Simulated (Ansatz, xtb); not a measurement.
# Two isomers of C3H11BS

Structure I is `[BH3-][S@+](C)CC`, a singlet and structure II is `C[BH2-][SH+]CC`, a singlet. Both are isolated molecules in the gas phase, relaxed with PBE0-D4/def2-SVP; the shapes shown needn't be the lowest conformers.

I (Å):

```yaml
atoms:
  - { symbol: C, position_ang: [-1.3839, 0.4456, 1.6847] }
  - { symbol: C, position_ang: [0.8330, 1.1855, 0.1149] }
  - { symbol: C, position_ang: [0.1673, 2.4274, -0.4355] }
  - { symbol: B, position_ang: [-1.3605, -0.4911, -1.1170] }
  - { symbol: S, position_ang: [-0.2563, -0.2305, 0.4572] }
  - { symbol: H, position_ang: [-2.0175, 0.5256, -1.2759] }
  - { symbol: H, position_ang: [-2.0166, -1.4709, -0.7979] }
  - { symbol: H, position_ang: [-0.5358, -0.7232, -1.9887] }
  - { symbol: H, position_ang: [-2.0794, -0.3655, 1.9376] }
  - { symbol: H, position_ang: [-0.8273, 0.7474, 2.5827] }
  - { symbol: H, position_ang: [-1.9528, 1.2857, 1.2649] }
  - { symbol: H, position_ang: [1.3819, 1.3812, 1.0499] }
  - { symbol: H, position_ang: [1.5554, 0.7680, -0.6036] }
  - { symbol: H, position_ang: [-0.3767, 2.2064, -1.3637] }
  - { symbol: H, position_ang: [-0.5400, 2.8708, 0.2811] }
  - { symbol: H, position_ang: [0.9342, 3.1865, -0.6529] }
```

II (Å):

```xyz
16

C     1.8880   -0.7635    0.9524
C     0.1929    0.3154   -1.8160
C    -0.9377    0.1815   -2.8141
B     1.2193    0.6919    1.0309
S    -0.3693    0.8250   -0.1623
H     2.7276   -0.7965    1.6678
H     2.3193   -1.0187   -0.0310
H     1.2033   -1.5800    1.2434
H     0.6838    0.9861    2.0926
H     1.8726    1.6275    0.5805
H    -1.0624   -0.3029    0.1311
H     0.8995    1.1105   -2.0986
H     0.7738   -0.6110   -1.7057
H    -1.5083    1.1173   -2.9072
H    -1.6385   -0.6183   -2.5286
H    -0.5335   -0.0717   -3.8062
```

Problem. Estimate which is lower in electronic energy at CCSD(T)/def2-SVP + ΔMP2/def2-TZVPP, and by roughly how much.

Solution. The CCSD(T)/def2-SVP + ΔMP2/def2-TZVPP calculation puts structure II lower, by 0.098 eV.

The same difference at several levels:

| level | geometry | E(II) − E(I) (eV) | departure from the last row (eV) | job, with rough time for the two |
| --- | --- | --- | --- | --- |
| GFN2-xTB | GFN2-xTB | +0.201 | +0.299 | optimisation, 0.34 s |
| HF/STO-3G | GFN2-xTB | +0.008 | +0.106 | single point, 0.58 s |
| r2SCAN-D4/def2-SVP | GFN2-xTB | −0.138 | −0.040 | single point, 4.7 s |
| PBE0-D4/def2-SVP | PBE0-D4/def2-SVP | −0.156 | −0.058 | optimisation, 74 s |
| HF/def2-SVP | PBE0-D4/def2-SVP | −0.251 | −0.154 | part of the CCSD(T) run |
| MP2/def2-SVP | PBE0-D4/def2-SVP | −0.199 | −0.101 | part of the CCSD(T) run |
| CCSD(T)/def2-SVP | PBE0-D4/def2-SVP | −0.212 | −0.115 | single point |
| CCSD(T)/def2-SVP + ΔMP2/def2-TZVPP | PBE0-D4/def2-SVP | −0.098 |  | single point, 53 s |

As drawn, II has 1 C–B, 1 S–H in place of 1 C–S, 1 B–H.

GFN2-xTB puts the two in the other order. HF/STO-3G finds them nearly level. The largest departure from CCSD(T)/def2-SVP + ΔMP2/def2-TZVPP is that of GFN2-xTB, 0.299 eV. The last row adds to CCSD(T) the change of the MP2 difference between the two basis sets, here +0.115 eV.

With thermal terms from frequencies at re-optimised GFN2-xTB minima (ideal gas, soft modes damped towards free rotors, one conformer each, 298.15 K, 1 atm): the zero-point term adds −0.014 eV; ΔH is −0.113 and ΔG −0.123 eV.

The correlated steps freeze 9 core orbitals. Mirror images aren't counted in ΔG. Codes used: Ansatz 0.2.0, xtb 6.7.1; the last row on 2 threads of Intel(R) Xeon(R) Platinum 8259CL CPU @ 2.50GHz (Skylake/Cascade Lake) on a shared host.

Structure II, the ethanethiol adduct of methylborane, lies modestly below I, the ethyl methyl sulfide adduct of borane, and the thermal terms keep that order. The preference probably reflects the covalent exchange: a relatively weak C–S bond and a B–H bond give way to C–B and S–H bonds that are together stronger. The dative bond should pull the other way, since a thioether is a better donor than a thiol and methyl substitution reduces boron's acidity. The longer B–S distance in II fits this, so the small gap is plausibly the remainder of two opposing effects.

In the def2-SVP basis, going from HF to CCSD(T) changes the difference only from −0.251 to −0.212 eV, whereas the basis correction of +0.115 eV removes more than half of what is left, perhaps because the smaller basis describes polarisation around sulfur unevenly in the two isomers. The sign is therefore better supported than the size. The energy difference says nothing about whether either adduct resists dissociation into its sulfide or thiol and its borane.
